**Curvature of the LDA energy for fractional 3p ionisation of Ca³⁺**

The table holds the energy change, the 3p-average eigenvalue, the mean 3p radius and the deviation from the chord as zero to one electron is taken from Ca³⁺, from spherical all-electron Dirac Kohn-Sham runs with relativistic LDA and no spin polarisation. The program fits nothing: it checks Janak's theorem interval by interval, rebuilds the sag and its asymmetry from the eigenvalue slopes, compares end and midpoint eigenvalues with the energy difference, and sets the curvature against the thin-shell repulsion e²/⟨r⟩. The integrated eigenvalue gives 68.482 eV against 68.478 eV, and a mean curvature of 17.730 eV with a small cubic term reproduces the sag within rounding. The end eigenvalues miss the computed energy difference by about 13 % either way, the mean of rows 0.4 and 0.6 by 0.06 %. The thin-shell estimate is 29 to 31 % too high and grows by 3.2 % along the series where the curvature grows by 5.0 %.

Spherical all-electron Dirac-Kohn-Sham calculations with Quantum ESPRESSO 7.5 (ld1.x) for Ca³⁺, [Ne] 3s² 3p⁵, with a point nucleus and spin-unpolarised relativistic LDA (MacDonald-Vosko exchange, VWN5 correlation). Charge is removed from 3p₁/₂ and 3p₃/₂ in the ratio 1:2, and the emptied level is the 3p average. The straight line joins the energies at 0 and 1 electron removed.

## Numerical check

```python
# Table: energy change, 3p-average eigenvalue and mean radius as 0 to 1 electron is taken from 3p of Ca3+;
# Quantum ESPRESSO ld1.x, spherical all-electron Dirac Kohn-Sham, RLDA-VWN5, no spin polarisation.
# Tested, nothing fitted: Janak's theorem, curvature, sag and its asymmetry from the eigenvalues,
# Slater's midpoint, and one estimate of the curvature (thin-shell repulsion e^2/<r>).
T = {
    'electrons_removed': [0.0, 0.2, 0.4, 0.6, 0.8, 1.0],  # electrons
    'energy_change': [0.0, 12.286, 25.268, 38.955, 53.355, 68.478],  # eV
    'emptied_level_eigenvalue': [-59.704, -63.162, -66.665, -70.212, -73.802, -77.434],  # eV
    'emptied_level_mean_radius': [1.2057, 1.196, 1.1866, 1.1775, 1.1685, 1.1598],  # bohr
    'off_line': [0.0, -1.41, -2.123, -2.132, -1.427, 0.0],  # eV
}
import numpy as np
from scipy.constants import physical_constants as pc
Ha = pc['Hartree energy in eV'][0]
x = np.array(T['electrons_removed'], float)
E = np.array(T['energy_change'], float)
e = np.array(T['emptied_level_eigenvalue'], float)
r = np.array(T['emptied_level_mean_radius'], float)
off = np.array(T['off_line'], float)
h = x[1] - x[0]
dE = np.diff(E)
trap = -0.5*(e[1:] + e[:-1])*h
U = -np.diff(e)/h
rm = 0.5*(r[1:] + r[:-1])
shell = Ha/rm
I = E[-1] - E[0]
Um = e[0] - e[-1]
E3 = (U[-1] - U[0])/(x[-1] - x[0] - h)
print("Janak check: interval, energy step, trapezoid of -eigenvalue, excess (eV; rounding 0.001)")
for i in range(len(dE)):
    print(f"  {x[i]:.1f}-{x[i+1]:.1f}  {dE[i]:.3f}  {trap[i]:.4f}  {trap[i]-dE[i]:+.4f}")
print(f"  sum {trap.sum():.4f} vs {I:.3f} eV, excess {trap.sum()-I:+.4f}; trapezoid error h^2 E'''/12 = {h*h*E3/12:.4f}")
print("Interval, eigenvalue drop (eV), slope U (eV/e^2; rounding 0.005), mid radius (bohr), e^2/r (eV), U/(e^2/r)")
for i in range(len(U)):
    print(f"  {x[i]:.1f}-{x[i+1]:.1f}  {U[i]*h:.3f}  {U[i]:.3f}  {rm[i]:.4f}  {shell[i]:.2f}  {U[i]/shell[i]:.3f}")
print(f"Thin shell exceeds U by {100*(shell/U-1).min():.1f} to {100*(shell/U-1).max():.1f} %")
print(f"First to last interval: U grows {100*(U[-1]/U[0]-1):.2f} %, 1/r grows {100*(rm[0]/rm[-1]-1):.2f} %")
print(f"Radius falls {r[0]-r[-1]:.4f} bohr, {100*(1-r[-1]/r[0]):.2f} % over the series")
print("Radius steps (bohr; rounding 0.0001): " + " ".join(f"{v:.4f}" for v in np.diff(r)))
print("Growth of eigenvalue drop (eV; rounding 0.002): " + " ".join(f"{v:.3f}" for v in np.diff(U)*h))
c2 = np.diff(dE)/h**2
ce = 0.5*(U[1:] + U[:-1])
print("Curvature (eV/e^2): row, from energies (rounding 0.05), from eigenvalues")
for i in range(len(c2)):
    print(f"  {x[i+1]:.1f}  {c2[i]:.2f}  {ce[i]:.2f}")
print(f"Total eigenvalue drop = mean U {Um:.3f} eV; U/2 {Um/2:.3f}; U/8 {Um/8:.3f}; E''' {E3:.3f} eV/e^3")
print(f"U/8 as share of the energy difference: {100*Um/8/I:.2f} %")
par = -0.5*Um*x*(1 - x)
cub = E3/6*x*(x - 0.5)*(x - 1)
print("Sag (eV; rounding 0.001): row, table, parabola, residual, cubic term, residual after it")
for i in range(1, len(x) - 1):
    print(f"  {x[i]:.1f}  {off[i]:.3f}  {par[i]:.4f}  {off[i]-par[i]:+.4f}  {cub[i]:+.4f}  {off[i]-par[i]-cub[i]:+.4f}")
k = int(np.argmax(np.abs(off - par)))
print(f"Worst row for the parabola alone: {x[k]:.1f}, {off[k]-par[k]:+.4f} eV")
print(f"Asymmetry: row 0.8 less 0.2 {off[4]-off[1]:+.3f} eV; row 0.6 less 0.4 {off[3]-off[2]:+.3f} eV")
print(f"Estimates of the {I:.3f} eV energy difference: value, error (eV), error (%)")
mid = -0.5*(e[2] + e[3])
est = [("start eigenvalue", -e[0]), ("final eigenvalue", -e[-1]),
       ("mean of both ends", -0.5*(e[0] + e[-1])), ("mean of rows 0.4, 0.6", mid),
       ("midpoint, interpolation corrected", mid - 0.5*E3*(h/2)**2)]
for name, v in est:
    print(f"  {name}: {v:.3f}  {v-I:+.3f}  {100*(v/I-1):+.2f}")
print(f"Expected errors: ends mean +E'''/12 = {E3/12:+.3f} eV; midpoint -E'''/24 = {-E3/24:+.3f} eV")
assert np.all(np.abs(trap - dE) < 0.003)
assert np.all(c2 > 0) and np.all(off[1:-1] < 0)
assert np.all(np.diff(U) > 0) and np.all(np.diff(r) < 0)
assert -e[0] < I < -e[-1] and np.all(U < shell)
```

It prints:

```
Janak check: interval, energy step, trapezoid of -eigenvalue, excess (eV; rounding 0.001)
  0.0-0.2  12.286  12.2866  +0.0006
  0.2-0.4  12.982  12.9827  +0.0007
  0.4-0.6  13.687  13.6877  +0.0007
  0.6-0.8  14.400  14.4014  +0.0014
  0.8-1.0  15.123  15.1236  +0.0006
  sum 68.4820 vs 68.478 eV, excess +0.0040; trapezoid error h^2 E'''/12 = 0.0036
Interval, eigenvalue drop (eV), slope U (eV/e^2; rounding 0.005), mid radius (bohr), e^2/r (eV), U/(e^2/r)
  0.0-0.2  3.458  17.290  1.2008  22.66  0.763
  0.2-0.4  3.503  17.515  1.1913  22.84  0.767
  0.4-0.6  3.547  17.735  1.1821  23.02  0.770
  0.6-0.8  3.590  17.950  1.1730  23.20  0.774
  0.8-1.0  3.632  18.160  1.1642  23.37  0.777
Thin shell exceeds U by 28.7 to 31.1 %
First to last interval: U grows 5.03 %, 1/r grows 3.15 %
Radius falls 0.0459 bohr, 3.81 % over the series
Radius steps (bohr; rounding 0.0001): -0.0097 -0.0094 -0.0091 -0.0090 -0.0087
Growth of eigenvalue drop (eV; rounding 0.002): 0.045 0.044 0.043 0.042
Curvature (eV/e^2): row, from energies (rounding 0.05), from eigenvalues
  0.2  17.40  17.40
  0.4  17.62  17.63
  0.6  17.83  17.84
  0.8  18.07  18.05
Total eigenvalue drop = mean U 17.730 eV; U/2 8.865; U/8 2.216; E''' 1.087 eV/e^3
U/8 as share of the energy difference: 3.24 %
Sag (eV; rounding 0.001): row, table, parabola, residual, cubic term, residual after it
  0.2  -1.410  -1.4184  +0.0084  +0.0087  -0.0003
  0.4  -2.123  -2.1276  +0.0046  +0.0043  +0.0002
  0.6  -2.132  -2.1276  -0.0044  -0.0043  -0.0001
  0.8  -1.427  -1.4184  -0.0086  -0.0087  +0.0001
Worst row for the parabola alone: 0.8, -0.0086 eV
Asymmetry: row 0.8 less 0.2 -0.017 eV; row 0.6 less 0.4 -0.009 eV
Estimates of the 68.478 eV energy difference: value, error (eV), error (%)
  start eigenvalue: 59.704  -8.774  -12.81
  final eigenvalue: 77.434  +8.956  +13.08
  mean of both ends: 68.569  +0.091  +0.13
  mean of rows 0.4, 0.6: 68.439  -0.039  -0.06
  midpoint, interpolation corrected: 68.433  -0.045  -0.07
Expected errors: ends mean +E'''/12 = +0.091 eV; midpoint -E'''/24 = -0.045 eV
```
